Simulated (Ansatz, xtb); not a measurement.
# Relative energy of two isomers of CH3ClFSi−

Structure a: `[CH2-][Si@H](F)Cl`, a singlet. Structure b: `C[Si-](F)Cl`, a singlet. Both are isolated ions in the gas phase, relaxed with PBE0-D3(BJ)/def2-SVPD; the shapes shown needn't be the lowest conformers.

a (Å):

```yaml
atoms:
  - { symbol: C, position_ang: [1.4174, -0.4345, -1.9489] }
  - { symbol: Cl, position_ang: [1.5509, 2.1852, 0.3388] }
  - { symbol: F, position_ang: [2.7801, 2.1031, -2.2475] }
  - { symbol: Si, position_ang: [1.4370, 1.2797, -1.6929] }
  - { symbol: H, position_ang: [0.4285, -0.8988, -2.0466] }
  - { symbol: H, position_ang: [2.2175, -1.1114, -1.6337] }
  - { symbol: H, position_ang: [0.2568, 2.0325, -2.2185] }
```

b (Å):

```yaml
atoms:
  - { symbol: C, position_ang: [1.9111, 0.1305, -1.9014] }
  - { symbol: Cl, position_ang: [1.0523, 2.0416, 0.3890] }
  - { symbol: F, position_ang: [-0.2838, 1.6926, -2.2984] }
  - { symbol: Si, position_ang: [1.3543, 1.9867, -1.8717] }
  - { symbol: H, position_ang: [2.8994, 0.0148, -1.4263] }
  - { symbol: H, position_ang: [1.1913, -0.5192, -1.3762] }
  - { symbol: H, position_ang: [1.9959, -0.2102, -2.9486] }
```

Energies in hartree; the thermal terms are from PBE0-D3(BJ)/def2-SVPD harmonic frequencies (ideal gas, rigid rotor, one conformer each, 400 K, 1 atm) and include the zero-point energy:

|  | a | b |
| --- | --- | --- |
| E, CCSD(T)/def2-SVPD | −887.915168 | −887.940723 |
| E, MP2/def2-SVPD | −887.861226 | −887.882701 |
| E, MP2/def2-TZVPPD | −888.431292 | −888.445580 |
| zero-point energy | 0.035739 | 0.039082 |
| H(400 K) − E | 0.046247 | 0.049531 |
| G(400 K) − E | −0.006674 | −0.003728 |

Question: Correct the CCSD(T) difference for the basis set by the MP2 change, then work out ΔE, ΔE₀, ΔH and ΔG for a → b in kcal/mol (1 Eh = 627.51 kcal/mol) and the equilibrium ratio [b]/[a].

Answer: 1. Differences b − a: CCSD(T) −0.025555, MP2 in the small set −0.021475, MP2 in the large set −0.014288 Eh.
2. ΔE = −0.025555 + (−0.014288 − (−0.021475)) = −0.018368 Eh = −11.53 kcal/mol.
3. ΔE₀ = ΔE + ΔZPE = −0.018368 + (+0.003343) Eh = −9.43 kcal/mol.
4. ΔH = ΔE + (+0.003284) Eh = −9.47 kcal/mol.
5. ΔG = ΔE + (+0.002946) Eh = −9.68 kcal/mol, so ΔS = (ΔH − ΔG)/T = +2.2 J/(mol K).
6. kT = 1.2667 mEh, so K = [b]/[a] = exp(−ΔG/kT) = exp(+12.17) ≈ 1.9 × 10^5.

Structure b is favoured at this temperature. An error of 1 kcal/mol in ΔG would change K by a factor of 3.5. The basis-set step is large, which makes the value less sure. GFN2-xTB gave ΔE the other sign. Mirror images and further conformers aren't counted.

As drawn, b has 1 C–H in place of 1 Si–H.

Other levels gave ΔE = +1.4 (GFN2-xTB); −63.6 (HF/STO-3G, GFN2-xTB geometries); −18.6 (r2SCAN-D4/def2-SVPD, GFN2-xTB geometries); −15.5 (PBE0-D3(BJ)/def2-SVPD); −15.3 (HF/def2-SVPD); −13.5 (MP2/def2-SVPD); −16.0 (CCSD(T)/def2-SVPD) kcal/mol. The correlated steps freeze 12 core orbitals. Programs: Ansatz 0.2.0, xtb 6.7.1.

The silyl anion b lies below the α-silyl carbanion a, and the preference is almost wholly enthalpic, since the entropy change is very small. Moving the hydrogen from silicon to carbon trades a Si–H bond for a stronger C–H bond and leaves the lone pair on silicon, where it has high s character and is stabilised inductively by fluorine and chlorine. Isomer a has its own compensation: its markedly shorter Si–C bond suggests that the carbanion lone pair delocalises into the σ* orbitals of the polar Si–Cl and Si–F bonds, which probably keeps the gap modest. The stiffer C–H vibrations explain why zero-point energy narrows the preference from −11.53 to −9.43 kcal/mol. Hartree–Fock and CCSD(T) nearly agree in the same basis, at −15.3 and −16.0 kcal/mol, so the ordering doesn't depend on electron correlation. The equilibrium ratio says nothing about how fast a converts to b, which depends on the barrier to hydrogen migration.
